\section*{Allyl radical in the Rumer basis: how gap, resonance and spin respond to a change}

\subsection*{Question}
The covalent valence-bond model of allyl has three $2p_\pi$ orbitals with one electron each. What happens, in sign and size, to the doublet--doublet gap, the resonance energy and the spin populations if we (1) alternate the bonds, (2) twist one CH$_2$ group, (3) close the CCC angle, or (4) put a real radical centre where the phantom was?

\subsection*{The rules}
With orbital overlap dropped from the normalisation and only single exchanges kept, the Hamiltonian acts on spin functions as
\begin{equation}
H = Q-\sum_{i<j}\alpha_{ij}P_{ij},\qquad P_{ij}=\tfrac12+2\,\mathbf s_i\cdot\mathbf s_j \quad(\hbar=1).
\end{equation}
$Q$ is the Coulomb integral, $P_{ij}$ swaps two spins, and $\alpha_{ij}<0$ for bonded neighbours, so a singlet pair lies at $Q+\alpha$. The number of spin functions for $N$ electrons is
\begin{equation}
f(N,S)=\frac{2S+1}{N+1}\binom{N+1}{N/2-S}.
\end{equation}
For singlets, put the centres on a circle. The non-crossing pairings (Rumer, 1932) number $f(N,0)$ and form a non-orthogonal basis. Write each bond as $[ij]=(\uparrow_i\downarrow_j-\downarrow_i\uparrow_j)/\sqrt2$ with $i$ odd and $j$ even, which makes all overlaps positive. Superposing two diagrams of $n$ bonds gives $I$ closed islands, and (Pauling, 1933)
\begin{equation}
S_{AB}=2^{\,I-n},\qquad H_{AB}=S_{AB}\Big[Q+\sum_{i<j} q_{ij}\alpha_{ij}\Big],
\end{equation}
with $q=+1$ for centres an odd number of links apart on one island, $-2$ for an even number, and $-\tfrac12$ for different islands. For benzene the five diagrams give $E=Q+(\sqrt{13}-1)\alpha=Q+2.606\,\alpha$.

A doublet is handled by adding a phantom centre 4 with $\alpha_{i4}=0$ and coupling all spins to a singlet; consistently, $f(3,\tfrac12)=f(4,0)=2$.

\subsection*{Allyl with arbitrary exchange integrals}
Take $A=[12][34]$ and $B=[14][32]$; the crossed diagram is redundant, $[13][24]=A-B$. Let $a=\alpha_{12}$, $b=\alpha_{23}$, $g=\alpha_{13}$. $A$ on $A$ gives two islands, $A$ on $B$ the single island 1-2-3-4, so $S_{AB}=\tfrac12$ and
\begin{equation}
H_{AA}=Q+a-\tfrac{b+g}{2},\quad H_{BB}=Q+b-\tfrac{a+g}{2},\quad H_{AB}=\tfrac12\,[Q+a+b-2g].
\end{equation}
In the secular determinant the term linear in $E-Q$ cancels, leaving
\begin{equation}
E=Q\mp D,\qquad D^2=a^2+b^2+g^2-ab-bg-ga .
\end{equation}
Thus $D$ is the length of $a\mathbf e_1+b\mathbf e_2+g\mathbf e_3$ for three coplanar unit vectors at $120^\circ$. Most predictions below come from this picture.

The phantom also delivers the spin populations $\rho_i=2\langle s_{iz}\rangle$ at $M=+\tfrac12$. The allyl spin is $\mathbf S=-\mathbf s_4$ in the four-centre singlet, and the projection theorem gives $\rho_i=\tfrac43\langle\mathbf s_i\cdot\mathbf S\rangle=(1-2\langle P_{i4}\rangle)/3$. The product $P_{12}P_{34}$ leaves $A$ and $B$ unchanged, so $P_{34}=P_{12}$ on singlets, and likewise $P_{14}=P_{23}$, $P_{24}=P_{13}$. Hellmann--Feynman, $-\langle P_{ij}\rangle=\partial E/\partial\alpha_{ij}$, then gives for the ground state
\begin{equation}
\rho_1=\frac13-\frac{2b-a-g}{3D},\quad \rho_2=\frac13-\frac{2g-a-b}{3D},\quad \rho_3=\frac13-\frac{2a-b-g}{3D}.
\end{equation}

\emph{Reference case}: $a=b=\alpha$, $g=0$. Then $D=|\alpha|$, the ground state is $A+B$, the gap is $2|\alpha|$, the resonance energy $R=H_{AA}-E$ is $|\alpha|/2$, and $\rho=(\tfrac23,-\tfrac13,\tfrac23)$. With the illustrative, typical input $|\alpha|=140$~kJ\,mol$^{-1}$ the model gap is 280 and $R$ is 70~kJ\,mol$^{-1}$.

\emph{What may be asked}: every geometric change also moves $Q$, about which the rules say nothing. We therefore follow only quantities from which $Q$ cancels. A typical neighbour $\pi$ overlap of 0.25 puts the neglected overlap-squared terms near 0.06 in relative size, so at best two figures carry meaning; extra digits below only display the model's shifts.

\subsection*{Predictions by reasoning}
\begin{enumerate}
\item \emph{Alternation}, $a=\alpha(1+\delta)$, $b=\alpha(1-\delta)$. The added vector lies along $\mathbf e_1-\mathbf e_2$, perpendicular to $\mathbf e_1+\mathbf e_2$. The gap must be even in $\delta$ and grow. The state tilts towards $A$, so spin moves to C3 linearly in $\delta$, and $R$, counted from the improved $A$, falls linearly.
\item \emph{Twist about C2--C3}, $b=\lambda\alpha$. If $\alpha$ scales as overlap squared, $\lambda\approx\cos^2\theta$. The tip of the vector slides along a straight line from $\mathbf e_1+\mathbf e_2$ to $\mathbf e_1$, both of unit length. The gap therefore dips and recovers, with its minimum midway, while $R$ dies.
\item \emph{Angle closing}, $g=\kappa\alpha$. Since $\mathbf e_3=-(\mathbf e_1+\mathbf e_2)$, the vector shortens without turning. The gap falls linearly, the populations stay, and any alternation turns the shorter vector further.
\item \emph{Real fourth centre}, coupled by $\mu\alpha$ to carbon $k$. At first order $\mathbf s_k$ acts as $\rho_k\mathbf S$, and $\mathbf S\cdot\mathbf s_4$ is $-\tfrac34$ or $+\tfrac14$, so $E_T-E_S=2\rho_k\mu|\alpha|$. A terminal carbon favours the singlet, the central carbon, with negative spin, the triplet, half as strongly.
\end{enumerate}

\subsection*{Calculation}
\emph{Changes 1 and 3 together} give
\begin{equation}
D=|\alpha|\sqrt{(1-\kappa)^2+3\delta^2},\qquad \rho_3-\rho_1=\frac{2\delta|\alpha|}{D},\qquad R=D-|\alpha|\,\frac{1+3\delta-\kappa}{2}.
\end{equation}
At $\kappa=0$ the gap grows by $3\delta^2|\alpha|$ and $R$ starts as $|\alpha|(1-3\delta)/2$. For $\delta=0.1$ the spin asymmetry is 0.20 at $\kappa=0$ and 0.38 at $\kappa=0.5$. At $\kappa=1$, the equilateral ring, the doublets touch at the tip of a cone. Two neglected terms matter. First, the gap shift under alternation is second order, so the curvature of $\alpha$ with bond length rivals it: for $a=\alpha e^{x}$, $b=\alpha e^{-x}$ one finds $D\approx|\alpha|(1+2x^2)$, and the shift at $x=0.1$ is $0.04|\alpha|$ instead of $0.03|\alpha|$. Second, $\kappa$ is not zero in the open radical: a typical 1--3 overlap of 0.03 suggests $\kappa\approx(0.03/0.25)^2=0.014$, which lowers the gap by $0.03|\alpha|$, as much as that alternation raises it. This offset is nearly the same with and without alternation, so it affects the absolute gap rather than the shift.

\emph{Change 2} gives
\begin{equation}
D=|\alpha|\sqrt{1-\lambda+\lambda^2},\qquad R=D-|\alpha|\left(1-\tfrac{\lambda}{2}\right).
\end{equation}
The minimum is $D=\tfrac{\sqrt3}{2}|\alpha|$ at $\lambda=\tfrac12$, or $\theta\approx45^\circ$. For small $\lambda$, $R\approx\tfrac38\lambda^2|\alpha|$ and $\rho_1\approx-\rho_2\approx\lambda/2$. At $\lambda=0$ the gap is again $2|\alpha|$, now the singlet--triplet gap of the C1--C2 bond beside a spectator spin. That $E=Q+\alpha$ at both ends does not imply free rotation, because $Q$ has changed. Near $90^\circ$ the $\cos^2\theta$ term vanishes, and the positive exchange integral between the now orthogonal orbitals, together with coupling to the C--H bonds, exceeds it; the signs of the small $\rho_1$ and $\rho_2$ are not predicted there.

\begin{center}
\begin{tabular}{lcccccc}
\hline
change & gap$/|\alpha|$ & shift/kJ\,mol$^{-1}$ & $R/|\alpha|$ & $\rho_1$ & $\rho_2$ & $\rho_3$\\
\hline
none & 2.00 & -- & 0.50 & 0.67 & $-0.33$ & 0.67\\
$\delta=0.1$ & 2.03 & $+4$ & 0.36 & 0.56 & $-0.32$ & 0.76\\
$\lambda=0.5$ & 1.73 & $-38$ & 0.12 & 0.33 & $-0.24$ & 0.91\\
$\kappa=0.1$ & 1.80 & $-28$ & 0.45 & 0.67 & $-0.33$ & 0.67\\
$\kappa=0.5,\ \delta=0.1$ & 1.06 & $-132$ & 0.13 & 0.46 & $-0.30$ & 0.84\\
\hline
\end{tabular}
\end{center}

\emph{Change 4} needs no new singlet algebra. Because $P_{34}=P_{12}$, bonding to C3 replaces $a$ by $\alpha(1+\mu)$; because $P_{24}=P_{13}$, bonding to C2 sets $g=\mu\alpha$:
\begin{equation}
E_S^{\rm C3}=Q-|\alpha|\sqrt{1+\mu+\mu^2},\qquad E_S^{\rm C2}=Q-|\alpha|\,|1-\mu| .
\end{equation}
For the same $Q$ the terminal approach lowers the singlet by $\mu|\alpha|/2$ at first order and the central one raises it by $\mu|\alpha|$. The slopes of $E_T-E_S$ are $+\tfrac43|\alpha|$ and $-\tfrac23|\alpha|$.

For the triplets at $\mu=1$ take $M=1$, where a state is fixed by amplitudes for the position of the single down spin. There $P_{ij}=1-L_{ij}$, with $L_{ij}$ the graph Laplacian of one bond, so the lowest triplet lies at $Q+|\alpha|(3-\ell)$, $\ell$ being the largest eigenvalue of the Laplacian of the three-bond graph. The chain (butadiene skeleton, equal bonds) has $\ell=2+\sqrt2$ and the star (planar trimethylenemethane skeleton) has $\ell=4$:
\begin{equation}
(E_T-E_S)_{\rm chain}=(1-\sqrt2+\sqrt3)\,|\alpha|=1.32\,|\alpha|,\qquad (E_T-E_S)_{\rm star}=-|\alpha| .
\end{equation}
The linear estimates extrapolated to $\mu=1$ are $1.33|\alpha|$ and $-0.67|\alpha|$. Both signs survive. The closeness for the chain is accidental, and for the star the estimate recovers two thirds of the splitting. With the illustrative $|\alpha|$ the model's values are $+1.8\times10^{2}$ and $-1.4\times10^{2}$~kJ\,mol$^{-1}$.

\subsection*{How far the model misses}
As typical knowledge, not as measurement: the central spin population of allyl is nearer $-0.15$ to $-0.2$, so the model's $-\tfrac13$ is roughly twice too negative; the vertical triplet of butadiene lies near 310~kJ\,mol$^{-1}$, so the equal-bond model is about 40 per cent low; and the lowest singlet of trimethylenemethane lies roughly 70~kJ\,mol$^{-1}$ above the triplet, so the model is about twice too high. The model has no ionic structures, no relaxed geometry and one $\alpha$ for all bonds. Use it for signs, for the order of a response (linear for spin under alternation, quadratic for the gap) and for choosing which states a multireference calculation must contain, not for the kilojoules.